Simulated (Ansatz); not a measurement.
# A series in volume scale on MnO₂

Results calculated with Ansatz 0.2.0, not measured. Free energy against uniform scaling of the volume at fixed shape and fractions; periodic cell, basis, potentials, k mesh and filling as listed.

The cell before it is scaled or strained (space group R-3m, No. 166):
```
cell vectors (Å)
   1.4284     0.8247     4.5839
  -1.4284     0.8247     4.5839
   0.0000    -1.6494     4.5839
atoms (fractions of the cell vectors)
Mn  0.00000  0.00000  0.00000
O   0.26436  0.26436  0.26436
O   0.73564  0.73564  0.73564
```

Settings of every row: functional PBEsol; dispersion none; potentials PAW; wave cutoff 510 eV; density cutoff 2040 eV; k mesh 12x12x12; k shift 0x0x0; occupations fermi dirac; smearing width 0.1 eV; spin collinear.

Hubbard:
| element | shell | u (eV) | j (eV) |
| --- | --- | --- | --- |
| Mn | d | 3.5 | n/a |

Limits: state may not be the lowest; the cell comes from a prototype or a list of computed structures and needn't be the stable phase; with one magnetic atom in the cell only parallel moments are possible.

| row | volume scale | V (Å³/atom) | pressure (GPa) | energy above lowest point (meV/atom) |
| --- | --- | --- | --- | --- |
| 1 | 0.94 | 10.152 | ? | ? |
| 2 | 0.96 | 10.368 | 11.49 | 20 |
| 3 | 0.98 | 10.584 | 6.88 | 7.7 |
| 4 | 1 | 10.8 | 2.79 | 1.3 |
| 5 | 1.02 | 11.016 | -0.85 | 0 |
| 6 | 1.04 | 11.232 | -4.08 | 3.4 |
| 7 | 1.06 | 11.448 | -6.93 | 10.8 |

Question: what pressure and energy above lowest point should row 1 give?

Worked fit of pressure. Take u = (V_r/V)^(2/3) − 1 with V_r = 10.908 Å³ an atom, which is twice the finite (Eulerian) strain; such expansions in the strain, on which the Birch-Murnaghan equation of state is built, carry the rest volume and the bulk modulus. The shown rows have u = 0.03443, 0.02031, 0.00666, -0.00655, -0.01932, -0.0317. Least squares give pressure = 0.912 + 275.95 × u + 903.8 × u² GPa; a straight line predicts inner rows, each left out in turn, worse (root mean square 0.38 against 0.0087 GPa). The rows lie off it by 0.01, -0.01, 0.00, 0.01, 0.00, 0.00. The withheld row has u = 0.04905, so the fit gives 0.912 + 275.95 × (0.04905) + 903.8 × (0.04905)² = 16.62 GPa.

The calculation gave 16.67 GPa. The fit lies 0.05 GPa (0.21 % of the column's range) below it; its largest miss of a shown row is 0.01 GPa. This row lies beyond the range of the fit.

Worked fit of energy above lowest point. Take u = (V_r/V)^(2/3) − 1 with V_r = 10.908 Å³ an atom, which is twice the finite (Eulerian) strain; such expansions in the strain, on which the Birch-Murnaghan equation of state is built, carry the rest volume and the bulk modulus. The shown rows have u = 0.03443, 0.02031, 0.00666, -0.00655, -0.01932, -0.0317. Least squares give energy above lowest point = 0.04 + 92.3 × u + 13876 × u² + 8030 × u³ meV/atom; a parabola predicts inner rows, each left out in turn, worse (root mean square 0.096 against 0.044 meV/atom). All shown rows lie on it to the printed digit. The withheld row has u = 0.04905, so the fit gives 0.04 + 92.3 × (0.04905) + 13876 × (0.04905)² + 8030 × (0.04905)³ = 38.9 meV/atom.

The calculation gave 39 meV/atom. The fit lies 0.1 meV/atom (0.26 % of the column's range) below it, one unit of the last digit. This row lies beyond the range of the fit.
